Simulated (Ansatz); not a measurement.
# ScCu: pressure against volume scale

All results are calculated (Ansatz 0.2.0). Periodic Kohn-Sham DFT of a crystal at fixed atoms, scaled to volume_scale times the given cell; pressure positive in compression, energy less spherical unpolarised free atoms, largest_vzz the field gradient of largest size among the nuclei.

The cell before it is scaled or strained (space group Pm-3m, No. 221):
```
CELL_PARAMETERS angstrom
3.25600 0.00000 0.00000
0.00000 3.25600 0.00000
0.00000 0.00000 3.25600
ATOMIC_POSITIONS crystal
Sc 0.50000 0.50000 0.50000
Cu 0.00000 0.00000 0.00000
```

Settings of every row: method all-electron PAW; functional LDA; relativity scalar; k mesh 11x11x11; filling fermi-dirac; smearing width 0.05 eV; nucleus gaussian.

Atom start moment: 0 on all atoms.

```csv
row,volume scale,V (Å³/atom),pressure (GPa)
1,0.94,16.224,-2.297
2,0.96,16.569,-4.268
3,0.98,16.914,-6.028
4,0.99,17.087,-6.835
5,1,17.259,-7.598
6,1.01,17.432,?
7,1.02,17.604,-8.999
8,1.04,17.95,-10.248
9,1.06,18.295,-11.36
```

Question: what pressure should row 6 give?

Worked fit of pressure. Take u = (V_r/V)^(2/3) − 1 with V_r = 17.173 Å³ an atom, which is twice the finite (Eulerian) strain; such expansions in the strain, on which the Birch-Murnaghan equation of state is built, carry the rest volume and the bulk modulus. The shown rows have u = 0.03863, 0.02416, 0.01018, 0.00335, -0.00332, -0.01639, -0.02907, -0.04132. Least squares give pressure = −7.2226 + 113.873 × u + 343.13 × u² + 251 × u³ GPa; a parabola predicts inner rows, each left out in turn, worse (root mean square 0.0042 against 0.0018 GPa). The rows lie off it by 0.000, 0.000, 0.000, 0.002, -0.001, -0.001, 0.001, 0.000. The withheld row has u = -0.00993, so the fit gives −7.2226 + 113.873 × (-0.00993) + 343.13 × (-0.00993)² + 251 × (-0.00993)³ = -8.320 GPa.

The calculation gave -8.319 GPa. The fit lies 0.001 GPa (0.011 % of the column's range) below it, one unit of the last digit.
